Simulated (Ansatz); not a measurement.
**CoW3: energy along a strain**

CoW3, Pm-3m, a = 3.858 Å. The structure is a Materials Project entry; whether it is the stable form wasn't checked. Ansatz: PBEsol, PAW, 420 eV, Γ-centred 12×12×12 mesh on 4 atoms, Gaussian smearing 0.15 eV; no spin polarisation. Cell vectors (Å): 3.858 0.000 0.000; 0.000 3.858 0.000; 0.000 0.000 3.858. The cell is strained by x per cent times the pattern (0 1 0 0 0 0) in the order xx yy zz yz xz xy (engineering shears), with fractional coordinates held. y is the free energy over the start, V0 = 14.359 Å³/atom.

| x (%) | y (meV/atom) |
| --- | --- |
| -6.00 | 57.38 |
| -4.50 | 31.60 |
| -3.00 | 13.76 |
| -1.50 | ? |
| 0.00 | 0.00 |
| 1.50 | 3.15 |
| 3.00 | 12.39 |
| 4.50 | 27.29 |
| 5.25 | 36.72 |
| 6.00 | 47.39 |

Task: Fit y = c2 x² + c3 x³ to the other rows, get the stiffness along the pattern, and predict the missing energy.

Result: Least squares on the rows shown. y = 1.4547 x² − 0.023248 x³. The clamped-ion stiffness p·C·p = 2 × 14.55 eV × 160.2 / 14.359 Å³ = 325 GPa, which is C22 in these axes (C11 of the cubic crystal). At x = -1.50 the fit asked for gives 3.35 meV/atom. The run gave 3.38 meV/atom, so the fit is 0.03 meV/atom too low, within the rms miss on the fitted rows (0.04 meV/atom).

Spin–orbit coupling is left out, which can shift energies with elements as heavy as these.

Cost: 10 runs of about 1.6 core-minutes in all, on Intel Xeon 6975P-C (Granite Rapids) (shared hosts).

The energy rises almost parabolically, but compression costs more than extension at every matched strain: 57.38 against 47.39 meV/atom at the two ends. This is the usual anharmonicity of a metal, in which short-range repulsion steepens as atoms are pushed together while bonding weakens more gently as they are drawn apart. The negative cubic term captures this asymmetry. The sizeable stiffness of 325 GPa probably reflects strong d–d bonding in a tungsten-rich lattice, where many bonding d states are filled and few antibonding ones.

Holding the fractional coordinates costs nothing here. With four atoms in Pm-3m, every atom sits on an inversion centre, which homogeneous strain preserves, so no internal forces arise and the clamped-ion value is also the relaxed-ion one within this cell.

A positive C11 does not establish mechanical stability, however. It mixes resistance to volume change with resistance to tetragonal shear, so a stiff bulk response could mask a soft or even unstable shear, a real possibility for tungsten-rich close-packed structures.
